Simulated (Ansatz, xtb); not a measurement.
**C2H4FIn: which of two isomers lies lower**

Structure X: `C=[CH][InH][F]`, a singlet. Structure Y: `C[C@H](F)[In]`, a singlet. Both are isolated molecules in the gas phase, relaxed with B3LYP-D3(BJ)/def2-SVP; the shapes shown needn't be the lowest conformers.

X (Å):

```json
{"atom": "C", "x (Å)": "-0.2788", "y (Å)": "2.9153", "z (Å)": "-0.0353"}
{"atom": "C", "x (Å)": "0.9479", "y (Å)": "2.3767", "z (Å)": "-0.0632"}
{"atom": "F", "x (Å)": "3.2577", "y (Å)": "-0.1155", "z (Å)": "0.1812"}
{"atom": "In", "x (Å)": "1.3250", "y (Å)": "0.3014", "z (Å)": "0.3115"}
{"atom": "H", "x (Å)": "-1.1800", "y (Å)": "2.3299", "z (Å)": "0.1821"}
{"atom": "H", "x (Å)": "-0.4479", "y (Å)": "3.9825", "z (Å)": "-0.2307"}
{"atom": "H", "x (Å)": "1.8081", "y (Å)": "3.0190", "z (Å)": "-0.2875"}
{"atom": "H", "x (Å)": "0.3935", "y (Å)": "-1.0945", "z (Å)": "0.6947"}
```

Y (Å):

```xyz
8

C    -1.6989   -0.9577    0.4501
C    -0.7409    0.0088   -0.2040
F     0.5804   -0.2318    0.3294
In   -0.6046    2.2058    0.5323
H    -1.3783   -2.0100    0.3305
H    -2.6967   -0.8537   -0.0090
H    -1.8111   -0.7719    1.5327
H    -0.6677   -0.1870   -1.2881
```

Quicker runs give these differences E(Y) − E(X): GFN2-xTB −1.038 eV; HF/STO-3G +0.340 eV (at GFN2-xTB geometries); r2SCAN-D4/def2-SVP −0.103 eV (at GFN2-xTB geometries).

**Question.** Estimate which is lower in electronic energy at CCSD(T)/def2-SVP + ΔMP2/def2-TZVPP, and by roughly how much.

**Answer.** Too close to call at this level: CCSD(T)/def2-SVP + ΔMP2/def2-TZVPP gives E(Y) − E(X) = +0.035 eV.

Level by level:

```tsv
level	geometry	E(Y) − E(X) (eV)	departure from the last row (eV)	job, with rough time for the two
GFN2-xTB	GFN2-xTB	−1.038	−1.073	optimisation, 0.44 s
HF/STO-3G	GFN2-xTB	+0.340	+0.305	single point, 1.2 s
r2SCAN-D4/def2-SVP	GFN2-xTB	−0.103	−0.138	single point, 5.5 s
B3LYP-D3(BJ)/def2-SVP	B3LYP-D3(BJ)/def2-SVP	−0.276	−0.311	optimisation, 62 s
HF/def2-SVP	B3LYP-D3(BJ)/def2-SVP	+0.074	+0.039	part of the CCSD(T) run
MP2/def2-SVP	B3LYP-D3(BJ)/def2-SVP	+0.252	+0.217	part of the CCSD(T) run
CCSD(T)/def2-SVP	B3LYP-D3(BJ)/def2-SVP	+0.086	+0.051	single point
CCSD(T)/def2-SVP + ΔMP2/def2-TZVPP	B3LYP-D3(BJ)/def2-SVP	+0.035		single point, 41 s
```

As drawn, Y has 1 C–C, 1 C–F, 1 C–H in place of 1 C=C, 1 F–In, 1 In–H.

The largest departure from CCSD(T)/def2-SVP + ΔMP2/def2-TZVPP is that of GFN2-xTB, 1.073 eV. The last row adds to CCSD(T) the change of the MP2 difference between the two basis sets, here −0.051 eV.

With harmonic frequencies from B3LYP-D3(BJ)/def2-SVP (ideal gas, rigid rotor, one conformer each, 298.15 K, 1 atm): on the last row, ΔE + ΔZPE = +0.205, ΔH = +0.188, ΔG = +0.217 eV.

The correlated steps freeze 7 core orbitals; the filled d shell of In is correlated, in a basis made for valence electrons. Atoms past krypton carry core potentials in the def2 sets, other sets are all-electron and non-relativistic, and no spin–orbit term is included. Mirror images aren't counted in ΔG. Codes used: Ansatz 0.2.0, xtb 6.7.1; the last row on 1 thread of Arm Neoverse V1 on a shared host.

The near-tie in electronic energy reflects a balance between oxidation state and bonding. X is formally an indium(III) vinyl hydride fluoride, while Y is an indium(I) alkyl that keeps a largely 5s lone pair. Forming Y gives up a strong, polar In–F bond and the C=C π bond, but gains C–F and C–H bonds and avoids using the 5s pair in bonding. The reluctance of heavy group 13 elements to engage that pair probably explains why the indium(I) form competes at all. The longer In–C bond in Y fits this picture, since it should draw mainly on indium 5p character.

Vibration tips the balance towards X: Y has an additional stiff C–H bond where X has a softer In–H bond, so its zero-point energy is higher. The resulting free-energy difference of +0.217 eV favours X, but this preference depends on the coupled-cluster electronic energy; with the B3LYP value, the same correction would still leave Y lower. Neither ordering shows how readily the isomers interconvert.
